Why can a calculation miss the total energy of a crystal by hundreds of millielectronvolts an atom and still push the atoms with nearly the right force? The answer lies in what a plane-wave basis leaves out. It fails mainly on the sharp parts of the orbitals close to the nuclei, and that failure hardly changes when an atom moves or the cell stretches. The tantalum oxide below, treated with a gradient-corrected functional, shows how far this idea carries and where it breaks down.

TaO3 (4 atoms, randomly displaced, 15.38 Å³ per atom) in Ansatz 0.2.0 with PBEsol, scalar-relativistic PAW, an 8×8×8 k mesh and 0.1 eV Gaussian smearing. The reference has the same fixed atoms, a 600 eV cutoff and no spin polarisation. Energies are for zero smearing, pressures are positive in compression and corrected for the finite cutoff, and force changes are per component.

```csv
wave cutoff (eV),spin treatment,starting moments,energy less reference (meV/atom),pressure less reference (GPa),largest force change (eV/Å),plane waves at gamma
200,none,none,5050,6.24,0.903,397
250,none,none,1400,0.068,0.224,557
300,none,none,345,-0.278,0.0257,739
350,none,none,73,-0.06,0.00920,915
420,collinear,O +0.35 O +0.35 O +0.35 μB,4.81,-0.001,0.00108,1215
```

A plane-wave basis holds all waves up to a chosen kinetic energy, the wave cutoff. Raising the cutoff lets the orbitals vary over shorter distances. The waves fill a sphere whose radius grows as the square root of the cutoff, so their number should grow as its power 1.5. Between 200 and 420 eV the counted waves follow a power of 1.51 and merely triple. The energy less reference, which is the energy error relative to a calculation at 600 eV, falls about a thousandfold over the same range.

The sign of this error has a simple origin. The larger set of waves contains the smaller one, so the search for the lowest energy gains freedom and loses none. In the projector augmented-wave method this is not a strict theorem, because the representation of the density is refined along with the orbitals. The table nevertheless behaves as the argument suggests: all five energy errors are positive, and each is smaller than the one before.

The speed of the fall comes from the smoothness of the orbitals. The method replaces the rapid wiggles near each nucleus by a smoother function and restores the true shape separately. A smooth function needs very little of the shortest waves, and its need for them dies away faster than any fixed power of the wave number. A sharp kink would leave a slow power-law tail instead. The numbers agree with the smooth case: from 200 to 250 eV the energy error falls roughly as the sixth power of the cutoff, and from 300 to 350 eV as the tenth.

What remains hard to describe is whatever is most compact. In oxides the usual culprit is the oxygen 2p shell, which has no inner p shell beneath it to push it outwards. Tantalum also brings compact 5s and 5p shells into this calculation. The energy errors are averages over all atoms in the cell, so they do not reveal which element costs more.

Wherever the sharp features belong, they sit close to a nucleus and travel with it. Much of the energy error should therefore be a fixed cost for each atom, set by the cutoff and almost blind to the surroundings. A force is the slope of the energy as an atom moves, and a fixed cost has no slope. Since plane waves stay put when atoms move, the error of the force is just the slope of the energy error.

The row at 300 eV shows the consequence. Its energy is still 345 meV/atom too high, yet no force component differs from the reference by more than 0.026 eV/Å. That is about 1 % of the largest force component in the reference. The atoms here have been displaced at random and feel strong forces, which flatters the percentage. Near equilibrium the absolute error is the one to watch. If it stayed this large there, a relaxation could meet a threshold of 0.01 eV/Å while the reference forces were still above it.

It would be wrong to conclude that forces converge at a much faster rate. From 200 to 350 eV the energy error shrinks by a factor of about 70 and the largest force change by about 100. Both follow the same missing waves. The advantage of the force is that most of the energy error never enters it. At 200 eV even the small part that does enter is too much, for the force error there reaches 42 % of the largest reference component.

Pressure needs one more step, because stretching a cell also stretches the waves. Suppose that the number of waves is held fixed while the volume per atom $V$ grows. Every wavelength grows with the cell edge, so the kinetic energy of the shortest wave, the cutoff $E_c$, falls as $V^{-2/3}$. The basis becomes poorer during the expansion and the computed energy rises for a reason unrelated to the material. The cell then seems to resist expansion, which appears as a spurious negative pressure, the Pulay stress:

$$P_\mathrm{Pulay}=\frac{2}{3}\,\frac{E_c}{V}\,\frac{d\varepsilon}{dE_c}$$

Here $\varepsilon$ is the energy error per atom, and its slope can be read from neighbouring rows. Between 250 and 300 eV it drops from 1400 to 345 meV/atom, so the slope is $-1.055/50=-0.0211$. With the middle cutoff of 275 eV and a volume of 15.38 Å³ an atom, the estimate is

$$P_\mathrm{Pulay}\approx\frac{2}{3}\times\frac{275}{15.38}\times(-0.0211)\approx-0.25\ \mathrm{eV/Å^3}\approx-40\ \mathrm{GPa}.$$

An uncorrected relaxation of the cell at such a cutoff would be driven towards far too small a volume. The pressures in the table have already been corrected for this effect, so they do not test the estimate, and the raw pressures are not available for comparison. The estimate shows instead how much the correction has to remove. The pressure errors left at 250 and 300 eV are below 0.3 GPa, about a hundredth of the estimated shift or less.

This small remainder supports the picture of a fixed cost for each atom. After the correction, the pressure error tells how the energy error changes with volume at a constant cutoff. At 300 eV, a cell larger by 1 % in volume would change the energy error by about 0.3 meV/atom, out of 345. If the correction is itself imperfect, part of the remainder belongs to it and not to the material; these numbers cannot separate the two.

The pressure column also holds a trap. Its error is only 0.07 GPa at 250 eV, then grows to −0.28 GPa at 300 eV, as though the better basis gave the worse answer. The pressure is the mean of the three normal stresses, and their separate errors explain the oddity. At 200 eV all three are positive, at 300 eV all three are negative, and 250 eV lies near the crossing. There the errors are about +0.27, −0.07 and +0.01 GPa, so the mean looks better than its largest part.

The forces expose the false convergence. At 250 eV the largest force change is still 0.22 eV/Å, almost nine times that at 300 eV. Why the stress errors change sign is not settled by these data. Nothing forbids it, however: the argument about a larger set of waves favours a positive energy error, but it says nothing about the sign of that error's slope as the cell is stretched. The safe reading is that a small pressure error counts as convergence only if it stays small at the next cutoff and the forces have settled too.

The last row needs more care than its small numbers suggest. The calculation at 420 eV allowed spin polarisation and started with moments on the oxygen atoms, whereas the other rows and the reference had spin switched off. The moments nearly vanished, leaving about 0.06 μB in the cell. Its energy difference of 4.81 meV/atom therefore mixes the cutoff with a change of spin treatment. So small a moment is expected to alter the energy by much less than this, and most of the difference should still come from the cutoff. The steep final drop is nevertheless no clean measure of the convergence rate, because any error left in the reference also matters most where the difference is smallest. Forces and pressure agree closely with the reference all the same.

For practical work, the cutoff should be chosen for the quantity that is wanted, and it must be the same in all energies that are compared. Taking one structure at 300 eV and another at 350 eV would bring in a false difference of about $345-73=272$ meV/atom, even if the structures were identical. At a common cutoff the fixed costs should largely cancel, provided that both sides contain the same atoms. The small force and pressure errors support this for slight changes of one structure; for very different bonding it has to be checked. The four lowest cutoffs lie below the recommended value, and the error left in the 600 eV reference is not measured, so the table shows the approach to that reference and not to a complete basis.

The analysis printed below gives the local powers and the Pulay estimate for each interval, and the errors of the normal stresses for each row.

The analysis program printed:

```
Energy error from the row before to this row (last row also changes spin treatment):
  row  fall by factor  local power of cutoff
  250           3.607                  5.749
  300           4.058                  7.682
  350           4.726                  10.08
  420           15.18                  14.92
Estimated raw Pulay shift between the row before and this row (last row also changes spin treatment):
  row  middle cutoff eV  shift GPa
  250               225     -114.1
  300               275     -40.29
  350               325     -12.28
  420               385     -2.604
Derivatives of the error:
  row  force error % of largest reference force  energy error change for 1 % more volume meV/atom
  200                                      41.9                                            -5.991
  250                                     10.39                                          -0.06528
  300                                     1.192                                            0.2669
  350                                    0.4269                                            0.0576
  420                                   0.05011                                           0.00096
Errors of the three normal stresses in GPa:
  row         xx         yy        zz
  200      4.147      6.265     8.311
  250     0.2692   -0.07158   0.00644
  300    -0.2611    -0.3774   -0.1959
  350   -0.02932   -0.06337   -0.0888
  420  -0.006018  -0.000356  0.002415
Growth of the number of plane waves, 200 to 420 eV, factor: 3.06
Power of the cutoff in the number of plane waves, 200 to 420 eV: 1.508
Fall of the energy error, 200 to 420 eV, factor: 1050
Fall of the energy error, 200 to 350 eV, spin off throughout, factor: 69.18
Fall of the force error, 200 to 350 eV, spin off throughout, factor: 98.15
Growth of the number of plane waves, 200 to 350 eV, factor: 2.305
Energy error of the whole cell at 200 eV, in eV: 20.2
```
